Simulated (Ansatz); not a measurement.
## A series in volume scale on MgSb₂

Results calculated with Ansatz 0.2.0, not measured. Free energy against uniform scaling of the volume at fixed shape and fractions; periodic cell, basis, potentials, k mesh and filling as listed.

The cell before it is scaled or strained (space group Cmcm, No. 63):
```
cell vectors (Å)
   4.6976    -2.9411     0.0000
   4.6976     2.9411     0.0000
   0.0000     0.0000     5.6070
atoms (fractions of the cell vectors)
Mg  0.31588  0.68412  0.75000
Mg  0.68412  0.31588  0.25000
Sb  0.63457  0.03378  0.75000
Sb  0.96622  0.36543  0.75000
Sb  0.03378  0.63457  0.25000
Sb  0.36543  0.96622  0.25000
```

Settings of every row: functional PBEsol; dispersion D4; potentials PAW; wave cutoff 500 eV; density cutoff 2000 eV; k mesh 4x4x4; k shift 0x0x0; occupations fermi dirac; smearing width 0.1 eV; spin none.

Limits: coarse k mesh, up to 40 meV an atom off; the cell comes from a prototype or a list of computed structures and needn't be the stable phase.

```csv
row,volume scale,V (Å³/atom),pressure (GPa),energy above lowest point (meV/atom)
1,0.9,23.24,2.22,5.2
2,0.925,23.886,0.42,0
3,0.95,24.531,-1.14,1.5
4,0.975,25.177,-2.5,8.9
5,1,25.822,-3.67,21.4
6,1.025,26.468,-4.69,38.3
7,1.05,27.113,-5.57,59
8,1.075,27.759,?,?
9,1.1,28.405,-6.99,109.9
```

Question: what pressure and energy above lowest point should row 8 give?

Worked fit of pressure. Take u = (V_r/V)^(2/3) − 1 with V_r = 25.499 Å³ an atom, which is twice the finite (Eulerian) strain; such expansions in the strain, on which the Birch-Murnaghan equation of state is built, carry the rest volume and the bulk modulus. The shown rows have u = 0.0638, 0.04453, 0.02614, 0.00851, -0.00836, -0.02456, -0.04009, -0.06942. Least squares give pressure = −3.104 + 69.56 × u + 207.2 × u² + 166 × u³ GPa; a parabola predicts inner rows, each left out in turn, worse (root mean square 0.013 against 0.0021 GPa). All shown rows lie on it to the printed digit. The pressure vanishes at u = 0.0398, or V = 24.05 Å³ an atom, and there the bulk modulus at fixed shape and fractions is B = −V dP/dV = (2/3)(1 + u) dP/du = 60.2 GPa. Letting shape and atoms relax would as a rule lower it, by much in layered, chain or molecular crystals. The withheld row has u = -0.05504, so the fit gives −3.104 + 69.56 × (-0.05504) + 207.2 × (-0.05504)² + 166 × (-0.05504)³ = -6.33 GPa.

The calculation gave -6.33 GPa. The fit meets it to the printed digit.

Worked fit of energy above lowest point. Take u = (V_r/V)^(2/3) − 1 with V_r = 25.499 Å³ an atom, which is twice the finite (Eulerian) strain; such expansions in the strain, on which the Birch-Murnaghan equation of state is built, carry the rest volume and the bulk modulus. The shown rows have u = 0.0638, 0.04453, 0.02614, 0.00851, -0.00836, -0.02456, -0.04009, -0.06942. Least squares give energy above lowest point = 14.56 − 741.3 × u + 9219 × u² + 1628 × u³ meV/atom; a parabola predicts inner rows, each left out in turn, worse (root mean square 0.13 against 0.023 meV/atom). All shown rows lie on it to the printed digit. Its lowest point lies at u = 0.0398, or V = 24.05 Å³ an atom, and the curvature there gives the bulk modulus at fixed shape and fractions, B = (4/9)(1 + u)² E″(u)/V = 60.3 GPa. Letting shape and atoms relax would as a rule lower it, by much in layered, chain or molecular crystals. The withheld row has u = -0.05504, so the fit gives 14.56 − 741.3 × (-0.05504) + 9219 × (-0.05504)² + 1628 × (-0.05504)³ = 83.0 meV/atom.

The calculation gave 83 meV/atom. The fit meets it to the printed digit.
